# Solution key: $\sigma,\pi,\delta,\phi$ labels and g/u parity of two-centre orbitals

## Premises and conventions

The derivation uses atomic units; the numbers of Part 7 are in eV, Å and bohr.

1. The nuclei are point charges clamped on the $z$ axis, A at $\mathbf A=-\tfrac R2\mathbf e_z$ and B at $\mathbf B=+\tfrac R2\mathbf e_z$. Cylindrical coordinates are $(\rho,\varphi,z)$, and $r_A,r_B$ are the distances from the nuclei.
2. The one-electron Hamiltonian is non-relativistic and spin-free, with no external field: $\hat h=-\tfrac12\nabla^2+V(\rho,z)$. The potential $V$ is real, local and independent of $\varphi$: the attraction of the nuclei plus any screening by an axially symmetric electron density.
3. Orbitals are single-valued, square-integrable functions of position.
4. A point operation acts on a function through its argument: $(\hat\imath\psi)(\mathbf r)=\psi(-\mathbf r)$ is inversion through the midpoint, $\hat\sigma_h$ sends $z\to-z$, $\hat\sigma_v$ sends $\varphi\to-\varphi$, and $\hat C_2$ sends $\varphi\to\varphi+\pi$. Even under $\hat\imath$ is called g, odd is called u.
5. Atomic orbitals on both centres use parallel local axes, both local $z$ axes along $+z$.

## Part 1. Show that the orbitals can be taken as $f(\rho,z)\,e^{im\varphi}$

**Commutator.** With $x=\rho\cos\varphi$, $y=\rho\sin\varphi$ the chain rule gives $\partial_\varphi=x\partial_y-y\partial_x$, so $\hat l_z=-i\partial_\varphi$. In cylindrical coordinates

$$\hat h=-\tfrac12\Big[\partial_\rho^2+\frac1\rho\partial_\rho+\partial_z^2+\frac1{\rho^2}\partial_\varphi^2\Big]+V(\rho,z).$$

No coefficient depends on $\varphi$, and partial derivatives commute, so $[\hat l_z,\hat h]=0$. The components $\hat l_x,\hat l_y$ and $\hat l^2$ do not commute with $V$, which is not spherical, so $l$ is not a good label.

**Form of the eigenfunctions.** By premise 3 an orbital is $2\pi$-periodic in $\varphi$ and has a Fourier series with integer $m$,
$$\psi=\sum_m f_m(\rho,z)\,\frac{e^{im\varphi}}{\sqrt{2\pi}} .$$
Insert this in $\hat h\psi=\varepsilon\psi$, use $\partial_\varphi^2e^{im\varphi}=-m^2e^{im\varphi}$, multiply by $e^{-im'\varphi}$ and integrate over $\varphi$. Each component obeys its own equation:

$$\hat h_m f_m=\varepsilon f_m,\qquad \hat h_m=-\tfrac12\Big[\partial_\rho^2+\frac1\rho\partial_\rho+\partial_z^2\Big]+\frac{m^2}{2\rho^2}+V .\tag{1}$$

Every non-vanishing component $f_me^{im\varphi}$ is therefore itself an eigenfunction of $\hat h$ with energy $\varepsilon$, and of $\hat l_z$ with eigenvalue $m$. Each level is spanned by functions of this form. Since $\hat h_m$ is real, the real and imaginary parts of $f_m$ solve (1) separately, and $f_m$ can be taken real.

## Part 2. Degeneracy, real form and nodal planes

**Degeneracy.** The operator $\hat h_m$ contains only $m^2$, so $\hat h_m=\hat h_{-m}$ and the energy depends on $\lambda=|m|$. For $\lambda>0$ the functions $fe^{+i\lambda\varphi}$ and $fe^{-i\lambda\varphi}$ are orthogonal and have the same energy. The symmetry behind this is $\hat\sigma_v$: it commutes with $\hat h$, obeys $\hat\sigma_v\hat l_z=-\hat l_z\hat\sigma_v$, and so turns an orbital with $m$ into one with $-m$.

**Symmetry forces two and no more.** A rotation by $\alpha$ multiplies $e^{\pm i\lambda\varphi}$ by the phases $e^{\pm i\lambda\alpha}$, which differ for general $\alpha$. The only one-dimensional subspaces of the pair that all rotations preserve are thus the two exponentials, and $\hat\sigma_v$ swaps them. The pair is an irreducible representation of $C_{\infty v}$, with character $2\cos\lambda\alpha$, which differs for different $\lambda$. The pair is also closed under all rotations and all vertical reflections, so no operation of the group links it to a third function. Any further coincidence of levels is not enforced by this group. For $\lambda=0$ the orbital does not depend on $\varphi$. It is non-degenerate and even under every vertical plane, so a one-electron orbital of type $\sigma^-$ does not exist. The names are $\sigma,\pi,\delta,\phi$ for $\lambda=0,1,2,3$.

**Real form.** For $\lambda>0$ the sum and difference of the pair give
$$\psi_c=f\,\frac{\cos\lambda\varphi}{\sqrt\pi},\qquad \psi_s=f\,\frac{\sin\lambda\varphi}{\sqrt\pi},$$
eigenfunctions of $\hat h$ and of $\hat l_z^2$ (eigenvalue $\lambda^2$) but not of $\hat l_z$. The factor $\cos\lambda\varphi$ changes sign at $\varphi_k=(2k+1)\pi/2\lambda$, $k=0,\dots,2\lambda-1$. These are $2\lambda$ half-planes bounded by the axis. Since $\varphi_{k+\lambda}=\varphi_k+\pi$, they join in pairs into $\lambda$ full nodal planes through the axis. The function $\psi_s$ is $\psi_c$ turned by $\pi/2\lambda$.

**Behaviour at the axis.** Away from the nuclei $V$ is finite as $\rho\to0$. With $f\sim\rho^s$ the terms of (1) in $\rho^{s-2}$ must cancel: $s(s-1)+s-\lambda^2=0$, so $s=\pm\lambda$, and only $s=+\lambda$ is regular. All orbitals except $\sigma$ vanish on the axis, in the complex form too, where $|\psi|^2$ has no nodal planes through the axis.

**Self-consistency.** A filled pair contributes $2f^2(\cos^2\lambda\varphi+\sin^2\lambda\varphi)/\pi$ to the density, which is independent of $\varphi$, so closed shells reproduce premise 2. Its contribution to the density matrix is proportional to $f(\rho,z)f(\rho',z')\cos\lambda(\varphi-\varphi')$, which is unchanged when both points are rotated or reflected together. The non-local exchange operator of closed-shell Hartree–Fock theory therefore commutes with $\hat l_z$ and $\hat\sigma_v$, and the labels and degeneracies carry over to it.

## Part 3. Like centres: parity and the lowest orbital of each $\lambda$

**Good parity.** For like nuclei $V(\rho,-z)=V(\rho,z)$. Then $\hat\sigma_h$ commutes with every $\hat h_m$, and $f$ can be chosen with $f(\rho,-z)=\tau f(\rho,z)$, $\tau=\pm1$. Inversion maps $(\rho,\varphi,z)$ to $(\rho,\varphi+\pi,-z)$, that is $\hat\imath=\hat\sigma_h\hat C_2$. Because $e^{im(\varphi+\pi)}=(-1)^me^{im\varphi}$ and $(-1)^m=(-1)^\lambda$,

$$\hat\imath\,\psi=\tau\,(-1)^\lambda\,\psi .\tag{2}$$

Both members of a pair share the parity. An orbital with $\tau=-1$ vanishes on the whole midplane $z=0$; for $\tau=+1$ symmetry forces no such node. By (2), $\tau=+1$ gives $\sigma_g,\pi_u,\delta_g,\phi_u$ and $\tau=-1$ gives $\sigma_u,\pi_g,\delta_u,\phi_g$. Parity alone does not tell whether there is a midplane node; parity and $\lambda$ together do.

**The lowest orbital of each $\lambda$ has $\tau=+1$.** The lowest bound solution of (1) minimises
$$E_\lambda[f]=\iint\Big[\tfrac12(\partial_\rho f)^2+\tfrac12(\partial_zf)^2+\Big(\frac{\lambda^2}{2\rho^2}+V\Big)f^2\Big]\rho\,d\rho\,dz$$
over normalised real $f$. Replacing $f$ by $|f|$ leaves $f^2$ and the squared gradient unchanged almost everywhere, so $|f|$ is also a minimiser and also solves (1). By the strong maximum principle for elliptic equations, a non-negative solution that is not identically zero has no zero at $\rho>0$. Hence $f$ has one sign in the half-plane. Two such functions cannot be orthogonal, so the minimiser is unique. A function odd in $z$ changes sign and is excluded. The lowest orbitals are thus exactly $\sigma_g,\pi_u,\delta_g,\phi_u$, at every $R$. Their energies rise with $\lambda$: the minimiser for $\lambda+1$, used as a trial function in $E_\lambda$, has a smaller centrifugal term.

## Part 4. One atomic $l$ shell on each of two like centres

Let $\chi_X=u(r_X)\,Y_{lm}(\theta_X,\varphi)$ for $X=A,B$, normalised, with the same real radial function $u$. Both centres lie on the axis, so the local azimuth equals $\varphi$, and each $\chi$ is an eigenfunction of $\hat l_z$ with eigenvalue $m$. Overlap and Hamiltonian elements between different $m$ vanish by the $\varphi$ integral. The $2(2l+1)$ functions fall into $2\times2$ blocks, one for each $m$.

**Inversion.** Write $\chi_X(\mathbf r)=\chi(\mathbf r-\mathbf X)$. The solid harmonic $r^lY_{lm}$ is a homogeneous polynomial of degree $l$, so $\chi(-\mathbf s)=(-1)^l\chi(\mathbf s)$. With $\mathbf A=-\mathbf B$,
$$(\hat\imath\chi_A)(\mathbf r)=\chi(-\mathbf r-\mathbf A)=\chi\big(-(\mathbf r-\mathbf B)\big)=(-1)^l\chi_B(\mathbf r),$$
and likewise $\hat\imath\chi_B=(-1)^l\chi_A$. Therefore

$$\hat\imath\,(\chi_A\pm\chi_B)=\pm(-1)^l\,(\chi_A\pm\chi_B).\tag{3}$$

For $R>0$ the two functions are linearly independent, so neither combination vanishes, and each $m$ gives one g and one u orbital. The sum has parity $(-1)^l$ for every $m$.

**Midplane reflection.** Since $\hat C_2^2=1$, $\hat\sigma_h=\hat\imath\hat C_2$, and the mirror image of $\chi_A$ is
$$\chi'\equiv\hat\sigma_h\chi_A=(-1)^{l}(-1)^m\chi_B=(-1)^{l-\lambda}\chi_B .$$
The combinations with definite $\tau$ are

$$\psi_\tau\propto\chi_A+\tau\chi'=\chi_A+\tau(-1)^{l-\lambda}\chi_B .\tag{4}$$

For $\tau=+1$, (3) gives the parity $(-1)^{l-\lambda}(-1)^l=(-1)^\lambda$, as (2) demands. The combination without a midplane node is the sum only when $l-\lambda$ is even; for odd $l-\lambda$ it is the difference.

| shell, $\lambda$ | sum $\chi_A+\chi_B$ | $\tau=+1$ combination | its label | partner, $\tau=-1$ |
|---|---|---|---|---|
| s $\sigma$ | g | sum | $\sigma_g$ | $\sigma_u$ |
| p $\sigma$ | u | difference | $\sigma_g$ | $\sigma_u$ |
| p $\pi$ | u | sum | $\pi_u$ | $\pi_g$ |
| d $\sigma$ | g | sum | $\sigma_g$ | $\sigma_u$ |
| d $\pi$ | g | difference | $\pi_u$ | $\pi_g$ |
| d $\delta$ | g | sum | $\delta_g$ | $\delta_u$ |
| f $\sigma$ | u | difference | $\sigma_g$ | $\sigma_u$ |
| f $\pi$ | u | sum | $\pi_u$ | $\pi_g$ |
| f $\delta$ | u | difference | $\delta_g$ | $\delta_u$ |
| f $\phi$ | u | sum | $\phi_u$ | $\phi_g$ |

**Which combination is bonding.** Put $\alpha=\langle\chi_A|\hat h|\chi_A\rangle=\langle\chi'|\hat h|\chi'\rangle$, $\beta'=\langle\chi_A|\hat h|\chi'\rangle$, $S'=\langle\chi_A|\chi'\rangle$, all real, with $|S'|<1$. The expectation values in (4) are $E_\pm=(\alpha\pm\beta')/(1\pm S')$, and over a common denominator

$$E_\pm-\alpha=\pm\frac{\beta'-\alpha S'}{1\pm S'},\qquad E_+-E_-=\frac{2(\beta'-\alpha S')}{1-S'^2}.\tag{5}$$

One level lies below $\alpha$ (bonding) and one above. To fix the sign a further premise is needed. In the Wolfsberg–Helmholz rule $\beta'=K\alpha S'$ with $K>1$ and $\alpha<0$, one has $\beta'-\alpha S'=(K-1)\alpha S'$. Then $\tau=+1$ is bonding exactly when $S'>0$.

**Sign of $S'$.** Take $u>0$ everywhere. For $l=\lambda$, $Y_{lm}\propto(\rho/r)^\lambda e^{im\varphi}$, the integrand $\chi_A^*\chi'$ is a positive constant times $u(r_A)u(r_B)\rho^{2\lambda}/(r_Ar_B)^\lambda$, and $S'>0$ at every $R$. For $l>\lambda$, $Y_{lm}$ carries a further polynomial $P(\cos\theta)$ with $l-\lambda$ zeros and $P(1)\ne0$, and the integrand gains the factor $P(\cos\theta_A)P(-\cos\theta_B)$. For Slater functions of exponent $\zeta$ the weight $e^{-\zeta(r_A+r_B)}$ confines the integral at large $\zeta R$ to a thin region round the segment AB, where $\cos\theta_A\to1$ and $-\cos\theta_B\to1$. The factor tends to $P(1)^2>0$, so $S'>0$. As $R\to0$, however, $\chi_B\to\chi_A$ and $S'\to(-1)^{l-\lambda}$, so for odd $l-\lambda$ the sign must change at some distance.

The 2p$\sigma$ case shows where. Use $\xi=(r_A+r_B)/R$, $\eta=(r_A-r_B)/R$, with $z_A=\tfrac R2(\xi\eta+1)$, $z_B=\tfrac R2(\xi\eta-1)$, $\rho^2=(\tfrac R2)^2(\xi^2-1)(1-\eta^2)$, $dV=(\tfrac R2)^3(\xi^2-\eta^2)\,d\xi\,d\eta\,d\varphi$. With $\chi_A=(\zeta^5/\pi)^{1/2}z_Ae^{-\zeta r_A}$, $\chi'=-\chi_B$, $p=\zeta R$ and $A_n(p)=\int_1^\infty\xi^ne^{-p\xi}d\xi$,
$$S'=\frac{p^5}{16}\iint(1-\xi^2\eta^2)(\xi^2-\eta^2)e^{-p\xi}d\xi\,d\eta=\frac{p^5}{16}\Big[-\tfrac23A_4+\tfrac{12}5A_2-\tfrac23A_0\Big].$$
Integration by parts gives $A_0=e^{-p}/p$ and $A_n=(e^{-p}+nA_{n-1})/p$, and collecting powers,
$$S'=e^{-p}\Big(\frac{p^4}{15}+\frac{2p^3}{15}-\frac{p^2}{5}-p-1\Big).$$
The coefficients change sign once, so there is one positive root, $p=2.513$. For $\zeta=1.95\ \text{bohr}^{-1}$, a typical 2p exponent for nitrogen, this is $R=0.682$ Å. At larger distances $S'>0$ and $\sigma_g$ is the bonding member.

**Result.** Each $m$ of an $l$ shell gives one g and one u orbital. The member $\chi_A+(-1)^{l-\lambda}\chi_B$ has no midplane node and parity $(-1)^\lambda$, and it is the bonding one wherever $S'>0$. The bonding orbitals are then $\sigma_g,\pi_u,\delta_g,\phi_u$, whatever $l$ they come from.

## Part 5. CO: only $\lambda$ survives

Put C at A and O at B. Parts 1 and 2 used only the axial symmetry and hold unchanged. Parts 3 and 4 used $V(-\mathbf r)=V(\mathbf r)$, which fails. The nuclear attraction splits as
$$-\frac6{r_A}-\frac8{r_B}=-7\Big(\frac1{r_A}+\frac1{r_B}\Big)+\Big(\frac1{r_A}-\frac1{r_B}\Big).$$
Inversion swaps $r_A$ and $r_B$. The first term is even and is the nuclear field of N$_2$ at the same $R$; the second is odd. With $V_{\rm odd}$ the odd part of the whole potential, $[\hat\imath,\hat h]\psi=\big(V(-\mathbf r)-V(\mathbf r)\big)\hat\imath\psi=-2V_{\rm odd}\,\hat\imath\psi$. The term $V_{\rm odd}$ is independent of $\varphi$, so it connects only equal $m$, and it is odd, so it connects only g with u.

**No centre restores parity.** Suppose an eigenfunction obeyed $\hat\imath_c\psi=\pm\psi$ for inversion through some point $c$. Inverting $\hat h\psi=\varepsilon\psi$ gives the same equation with the inverted potential $V_c$, and subtraction leaves $(V_c-V)\psi=0$. An eigenfunction vanishes only on a set of zero volume, so $V_c=V$, and each Coulomb singularity would map on one of equal strength. A point inversion fixes only $c$ itself, so it cannot fix both nuclei, and it cannot swap charges 6 and 8. No orbital of CO has a parity.

**Counting.** A shell $l$ supplies one function to each $m$ with $|m|\le l$. A minimal basis (1s, 2s, 2p on each atom) has 10 functions: a $\sigma$ block of order 6 and two identical $\pi$ blocks of order 2. A 3s2p1d basis has 28 functions: $\sigma$ of order 12, $\pi$ of order 6 twice, $\delta$ of order 2 twice. For like centres each block would halve into g and u parts by (3); in CO it does not. Orbitals are numbered by energy within each $\lambda$. When $V_{\rm odd}$ is switched on continuously, levels of equal $\lambda$ in general do not cross, so $1\sigma_g,1\sigma_u,2\sigma_g,2\sigma_u,3\sigma_g$ of N$_2$ go to $1\sigma$ to $5\sigma$, $1\pi_u$ to $1\pi$ and $1\pi_g$ to $2\pi$. The ground configuration $1\sigma^22\sigma^23\sigma^24\sigma^21\pi^45\sigma^2$ has closed shells, so premise 2 holds.

**Dipole selection.** The operator $z$ is independent of $\varphi$ and $x\pm iy=\rho e^{\pm i\varphi}$, so the $\varphi$ integral allows $\Delta m=0$ and $\Delta m=\pm1$ in both molecules. The rule g$\leftrightarrow$u follows from the odd parity of $\mathbf r$ and needs like centres. Thus $3\sigma_g\to1\pi_g$ is electric-dipole forbidden in N$_2$, while its counterpart $5\sigma\to2\pi$ in CO is allowed by symmetry.

## Part 6. Range of validity

- **Spin–orbit coupling** conserves only $m+m_s$. It splits a $\lambda>0$ level into $\omega=\lambda\pm\tfrac12$ and mixes different $\lambda$; g/u survives. For 2p shells of C, N and O a typical scale is $100\ \text{cm}^{-1}$, or 0.012 eV, small against the spacings of several eV found below. In heavy atoms $\lambda$ becomes only approximate.
- **Fields.** A magnetic field along the axis keeps $m$ and g/u but breaks $\hat\sigma_v$, and splits $\pm m$ by $2\lambda\mu_BB$, which is $1.2\times10^{-4}$ eV for $\pi$ at 1 T. An axial electric field keeps $\lambda$ and the degeneracy but destroys g/u. A transverse field destroys $\lambda$.
- **Surroundings.** On a site with an $n$-fold axis, $m$ is conserved only modulo $n$. For upright CO in $C_{4v}$ the $\pi$ pair stays degenerate and a $\delta$ pair splits; in $C_{2v}$ the $\pi$ pair splits too.
- **Nuclear motion.** Rotation of the axis couples $m$ to $m\pm1$ and slightly lifts the degeneracy of states with $\Lambda>0$.
- **Mean field.** With occupations $n_c,n_s$ of the two real orbitals, a $\pi$ shell gives the density $f^2(n_c\cos^2\varphi+n_s\sin^2\varphi)/\pi=f^2[n_c+n_s+(n_c-n_s)\cos2\varphi]/2\pi$. Unequal occupations ($\pi^1$, $\pi^3$, or $\pi^2$ with both electrons in one real orbital) make it depend on $\varphi$, which violates premise 2; one electron in each real orbital keeps it axially symmetric. Symmetry-broken self-consistent solutions can also lose g/u.
- **The word bonding.** The theorem of Part 3 needs a local $V$ and concerns only the lowest orbital of each $\lambda$. The assignment of Part 4 is for one shell at a time, with $S'>0$ and the assumed form of $\beta'$. Mixing of shells, such as 2s with 2p$\sigma$, changes bonding character but never the labels.

## Part 7. Numerical illustration: the $\pi$ block of CO

The inputs are typical extended Hückel values, taken as given: $R=1.128$ Å $=2.1316$ bohr, $\zeta_C=1.625$ and $\zeta_O=2.275\ \text{bohr}^{-1}$, $H_{CC}=-11.4$ eV, $H_{OO}=-14.8$ eV, $K=1.75$. Four decimals are carried as guard digits only. The mean exponent is 1.95 bohr$^{-1}$; two like centres with it at this $R$ have the 2p$\sigma$ overlap $S'=0.327>0$, so the like-centre reference follows Part 4.

**Overlap.** With $\chi=(\zeta^5/\pi)^{1/2}x\,e^{-\zeta r}$, $x^2=\rho^2\cos^2\varphi$ and $\int\cos^2\varphi\,d\varphi=\pi$. Define $p=R(\zeta_C+\zeta_O)/2=4.1566$, $q=R(\zeta_O-\zeta_C)/2=0.6928$, so that $\zeta_Cr_A+\zeta_Or_B=p\xi-q\eta$, and $B_n(q)=\int_{-1}^1\eta^ne^{q\eta}d\eta$. Expanding $(\xi^2-1)(1-\eta^2)(\xi^2-\eta^2)=(\xi^4-\xi^2)(1-\eta^2)-(\xi^2-1)(\eta^2-\eta^4)$,
$$S=(\zeta_C\zeta_O)^{5/2}\Big(\frac R2\Big)^5\big[(A_4-A_2)(B_0-B_2)-(A_2-A_0)(B_2-B_4)\big].$$
The prefactor is 36.14, $A_4-A_2=5.555\times10^{-3}$, $A_2-A_0=2.249\times10^{-3}$, $B_0-B_2=1.3984$, $B_2-B_4=0.2947$, and $S=0.2568$. For equal exponents $q=0$, the $B$ differences are $4/3$ and $4/15$, and the formula reduces to $s(p)=e^{-p}(1+p+\tfrac25p^2+\tfrac1{15}p^3)$ with $p=\zeta R$.

**Secular problem.** $H_{CO}=\tfrac12KS(H_{CC}+H_{OO})=-5.887$ eV. The determinant $(H_{CC}-\varepsilon)(H_{OO}-\varepsilon)-(H_{CO}-\varepsilon S)^2=0$ reads, with $\varepsilon$ in eV,
$$0.93405\,\varepsilon^2+23.176\,\varepsilon+134.063=0,$$
with roots $\varepsilon(1\pi)=-15.63$ eV and $\varepsilon(2\pi)=-9.18$ eV. The $y$ block has the same matrices, since turning the molecule by $\pi/2$ maps it on the $x$ block. Each root is doubly degenerate, and each real orbital has the single nodal plane $x=0$ or $y=0$. From $c_C/c_O=-(H_{CO}-\varepsilon S)/(H_{CC}-\varepsilon)$ at the unrounded roots and $c_C^2+c_O^2+2c_Cc_OS=1$,
$$1\pi=0.3712\,\chi_C+0.8381\,\chi_O,\qquad 2\pi=0.9658\,\chi_C-0.6068\,\chi_O .$$
The Mulliken share of carbon, $c_C^2+c_Cc_OS$, is 0.22 in $1\pi$ and 0.78 in $2\pi$.

**How much parity is left.** Any $\psi$ splits into $\tfrac12(1\pm\hat\imath)\psi$, with g and u weights $\tfrac12(1\pm\langle\hat\imath\rangle)$. Midpoint inversion sends $\chi_C$ to minus a function of exponent $\zeta_C$ on the O site, and $\chi_O$ to minus one of exponent $\zeta_O$ on the C site. Hence
$$\langle\hat\imath\rangle=-\big[c_C^2\,s(\zeta_CR)+c_O^2\,s(\zeta_OR)+2c_Cc_O\,s_0\big],$$
where $s(\zeta_CR)=0.3768$, $s(\zeta_OR)=0.1791$, and the one-centre overlap follows from $\int_0^\infty r^4e^{-ar}dr=24/a^5$ as $s_0=[2\sqrt{\zeta_C\zeta_O}/(\zeta_C+\zeta_O)]^5=0.9320$. For like centres $s_0=1$, both $s$ equal $S$, $c^2=1/(2\pm2S)$, and the formula returns $-1$ for $\pi_u$ and $+1$ for $\pi_g$. For CO,
$$\langle\hat\imath\rangle_{1\pi}=-[0.0519+0.1258+0.5799]=-0.758,$$
$$\langle\hat\imath\rangle_{2\pi}=-[0.3515+0.0659-1.0924]=+0.675 .$$
About the midpoint the model's $1\pi$ has u weight 0.88 and its $2\pi$ has g weight 0.84.

These weights belong to the chosen centre. Inversion through the O nucleus sends $\chi_O$ to $-\chi_O$ and $\chi_C$ to minus its copy at distance $2R$ from C, with $s(2\zeta_CR)=0.0483$. Then $\langle\hat\imath_O\rangle=-[c_C^2\,s(2\zeta_CR)+c_O^2+2c_Cc_OS]$, which normalisation turns into $-[1-c_C^2(1-s(2\zeta_CR))]$. This is $-0.869$ for $1\pi$ and $-0.112$ for $2\pi$, where even the sign has changed.

All these numbers are the model's. Its $1\pi$–$2\pi$ gap, 6.45 eV, lies about a third below the roughly 10 eV typical of singlet $1\pi\to2\pi$ excitations in CO, and the coefficients and weights shift with the parameters, so two figures are the most they support. The eigenvalue $\hat l_z^2=1$, the twofold degeneracy and the single nodal plane through the axis do not depend on any input, while $\langle\hat\imath\rangle$ depends on the parameters and on the centre.